Volume changes of a few percent in GaSb go with pressures of a few GPa, but with energies of at most tens of meV per atom. The table follows one crystal in its zinc-blende structure through such changes. The shape of the cell is held fixed, so a single length, the Ga–Sb bond, describes each row.

Zinc-blende GaSb at scaled volumes and fixed cell shape, computed with GPAW 26.7.0 using LDA, JTH PAW 2.0 potentials and a 600 eV plane-wave cutoff, without spin polarisation or spin–orbit coupling. The k mesh is 6×6×6, with Fermi–Dirac smearing of 0.05 eV. Energies are counted from the minimum of the curve fitted to all seven rows.

```
volume (Å³/atom)  energy (meV/atom)  pressure (GPa)
           26.91               3.31           1.490
           27.48               0.16           0.280
           28.05               1.01          -0.770
           28.62               5.48          -1.750
           29.20              13.31          -2.640
           29.77              24.12          -3.430
           30.34              37.59          -4.120
```

### 1. Is the given cell squeezed or stretched?

The given cell, with a volume of 28.62 Å³ per atom, is stretched. Its pressure is −1.750 GPa, and a negative pressure means that the crystal would shrink if it were let go. It would come to rest at 27.64 Å³ per atom, with the bond shortened from 2.649 to 2.618 Å.

That LDA prefers a small cell is well known: it binds most solids too strongly. The shrinkage of 3.45 % nevertheless overstates the error of LDA, because the given cell is itself slightly larger than the measured crystal.

### 2. Why does a pressure of GPa mean so little energy?

Pressure is minus the slope of energy against volume, $P=-dE/dV$. An energy difference is therefore a pressure times a volume change, and the volume change per atom is tiny. In these units 1 GPa·Å³ is about 6.2 meV.

Between the rows at 28.05 and 28.62 Å³ the mean pressure is −1.26 GPa and the volume grows by 0.57 Å³. The work per atom is about 1.26 × 0.57 × 6.2 ≈ 4.5 meV, and the energy column rises by 4.47 meV. This agreement shows that the two columns fit together, not that either is true to nature.

### 3. Does squeezing cost as much as stretching?

It costs more. The test is a crystal of constant stiffness, whose energy is the same for equal volume changes in both directions:

$$E=\frac{B_0\,(V-V_0)^2}{2V_0}$$

Here $V_0$ is the volume at rest and $B_0$ = 52.9 GPa is the bulk modulus there, the resistance to a change of volume. Both come from a curve through all seven energies, so the row worked here was part of that fit.

At 30.34 Å³ the volume exceeds $V_0$ by 2.70 Å³. The formula gives 52.9 × 2.70² / (2 × 27.64) ≈ 7.0 GPa·Å³, or about 44 meV. The table has 37.59 meV, so constant stiffness overstates the cost of this stretch by 16 %. At 26.91 Å³ it errs the other way and is about 4 % too low, though this is only 0.13 meV and shifts with small changes of $V_0$.

The cause is standard physics of the chemical bond. When atoms are pushed together, the repulsion between their overlapping electron clouds rises steeply. When they are pulled apart, repulsion and bonding both fade, and the force that pulls them back grows by less with each further step.

### 4. How fast does the crystal soften?

It loses roughly a tenth of its bulk modulus for each percent by which the bond is lengthened. The modulus taken from neighbouring pressures falls from 57.5 GPa in the first step to 36.6 GPa in the last, a loss of about a third. Between the middles of these two steps the bond grows by only a little over 3 %. The rule is an average, because the softening is uneven: the modulus drops by 6.7 GPa from the first step to the second, but by only 2.4 GPa from the second to the third. This is where the band gap closes (question 7), and the change of electronic state, blurred by the 0.05 eV smearing, is a likely but untested cause.

The same rule connects the given cell with the cell at rest. The bond of the given cell is about 1 % longer, and its modulus is 46.7 GPa, 12 % below the value at the minimum. A bulk modulus therefore means little unless the volume at which it was taken is stated with it.

### 5. Can the bond be treated as a spring?

Only roughly, because an ideal spring softens too little when it is stretched. To see this, let the energy be a parabola in some power $n$ of the volume:

$$E=E_0+\tfrac{k}{2}\left(V^n-V_0^n\right)^2$$

$E_0$ is the lowest energy and $k$ a stiffness constant. The bulk modulus is $B=V\,d^2E/dV^2$. Differentiating once more and dividing by the change in pressure gives, at $V_0$,

$$\frac{dB}{dP}=2-3n$$

This slope tells how quickly the crystal stiffens under pressure. Bond length varies as $V^{1/3}$, so a spring in the bond has a slope of 1. A parabola in $V^{-2/3}$, which is the inverse square of the bond length, has a slope of 4. The latter is the second-order Birch–Murnaghan equation, and the curve through the computed energies has a slope of 3.82.

Both parabolas were fitted to all seven energies, with three constants each, and then asked for the pressures, which had not been used; the output below gives the comparison. The spring misses the pressures by about 0.1 GPa on average, the Birch–Murnaghan form by about 0.02 GPa. At the largest volume the spring still pulls back with 4.30 GPa, where the calculation has 4.12 GPa. The success of the inverse square shows that it has the right curvature, not that the forces in the crystal follow such a law.

### 6. What would another functional or another element change?

A functional that binds less strongly than LDA would move the minimum to a larger volume. Such functionals usually also give a softer crystal at rest, so part of the disagreement between functionals about stiffness is expected to be a disagreement about volume. These runs do not test it.

Arsenic in place of antimony acts the other way: the atom is smaller, the bond shorter and the crystal stiffer. The rule of a tenth per percent should not be used to estimate by how much. It describes one compound forced away from its rest volume, whereas GaAs has a short bond at rest.

### 7. Does stretched GaSb become a metal?

In this calculation the band gap does vanish, but that should not be carried over to the real material. The same runs give a gap of 0.26 eV at 26.91 Å³, 0.11 eV at 27.48 Å³ and zero in all five larger cells. These gaps are read on the k mesh, which can miss the band edges, so the full bands could only have a smaller gap. The likely reason is that the lowest empty state is antibonding and sinks as the bond lengthens and the overlap weakens. The character of that state was not examined here. A zero gap need not mean a metal: once this state falls below the threefold top of the filled bands at the zone centre, symmetry is expected to make filled and empty bands touch there. That would hold the gap at exactly zero, as in the five larger cells, and make a zero-gap semimetal rather than an ordinary metal.

Real GaSb has a gap of roughly 0.8 eV at low temperature. Spin–orbit coupling, which is left out, would not restore it, because it raises the top of the filled bands and narrows the gap further. The fault lies mainly with LDA, which is known to make gaps too small.

The change of the gap is expected to suffer less from this fault than its size. Between the two rows with a gap it amounts to 0.13 eV per GPa, or about 0.15 eV for 2 % of volume. This rests on two points only, and the runs do not show that the same empty state sets the gap in both.

### 8. Which digits can be trusted?

The volume at rest is the firmest result. The two parabolas of question 5 differ greatly in shape, yet they place the minimum at 27.64 and 27.63 Å³. As a statement about this LDA curve, 27.6 Å³ is safe; as a statement about real GaSb, it carries the LDA error of a few percent. It also belongs to a static lattice: the zero-point and thermal motion of the atoms, which usually swells a crystal slightly, is left out.

The modulus depends more on the form of the curve: the spring gives 48 GPa, the Birch–Murnaghan form 53 GPa. Since the spring fails for the pressures, 53 GPa is the value to keep, without a decimal. The slope of 3.82 is best read as "about 4", because it measures how the curvature itself changes, only two of the seven volumes lie below the minimum, and the softening is uneven from step to step (question 4).

The runs converged and recorded no warnings. The notes supplied with the data do mention an outside data set that was cut short, but that concerns the data makers' tests on other systems, not these runs, and is no reason to doubt the numbers here. What remains untested is how a denser k mesh or a higher wave cutoff would change the volume and the modulus. This is one more reason not to quote them to the last printed digit.

The practical rule is to let a first curve locate the minimum and then to compute a second one with as many squeezed cells as stretched ones. For GaSb at this level of theory, the second curve should be centred on 27.6 Å³ per atom, not on the cell that was first supplied.

Numerical output:

```
fit of energy on 7 rows: constant 5.508 +/- 0.014, coefficient of xe -466.6 +/- 0.35, coefficient of xe**2 9851 +/- 15; rms 0.0185, worst 28.62 0.0276, leave-one-out rms 0.0414
fit of energy on 7 rows: constant 5.49 +/- 0.14, coefficient of xb 896.9 +/- 6.8, coefficient of xb**2 38251 +/- 590; rms 0.182, worst 30.34 0.205, leave-one-out rms 0.489
Curve and models (steps are from the row above):
    row  bond_A  constant_stiffness_meV  energy_step_meV  pressure_work_meV  step_modulus_GPa  Eulerian_P_GPa  bond_spring_P_GPa
  26.91   2.595                   3.179              n/a                n/a               n/a           1.502              1.293
  27.48   2.613                  0.1474            -3.15             -3.155             57.51          0.3074             0.2627
  28.05   2.631                    1.03             0.85             0.8803             50.81         -0.7697            -0.7251
  28.62   2.649                   5.827             4.47              4.501             48.46          -1.741             -1.673
   29.2   2.667                   14.54             7.83              7.841             44.95          -2.617             -2.584
  29.77   2.684                   27.16            10.81              10.84             40.59          -3.408              -3.46
  30.34   2.701                    43.7            13.47              13.49             36.58          -4.122             -4.302
Bond length at the fitted minimum, angstrom: 2.618
Minimum volume from Eulerian parabola, angstrom^3/atom: 27.64
Minimum volume from bond-length parabola, angstrom^3/atom: 27.63
Bulk modulus from Eulerian parabola, GPa: 53.2
Bulk modulus from bond-length parabola, GPa: 48.14
Rms pressure miss of Eulerian parabola, GPa: 0.01697
Rms pressure miss of bond-length parabola, GPa: 0.1083
Exponent n of volume that matches the fitted modulus slope: -0.6056
Constant-stiffness energy error at smallest volume, percent: -3.97
Constant-stiffness energy error at largest volume, percent: 16.26
Largest mismatch of pressure work and energy step, meV/atom: 0.03126
Bulk modulus at the given cell from neighbouring pressures, GPa: 46.73
Modulus at the given cell relative to that at the minimum, percent: -11.63
Gap change with pressure between the two gapped rows, eV/GPa: 0.1275
Mesh gap carried on linearly to zero pressure, eV: 0.07241
Pressure at which the linear gap reaches zero, GPa: -0.5678
```
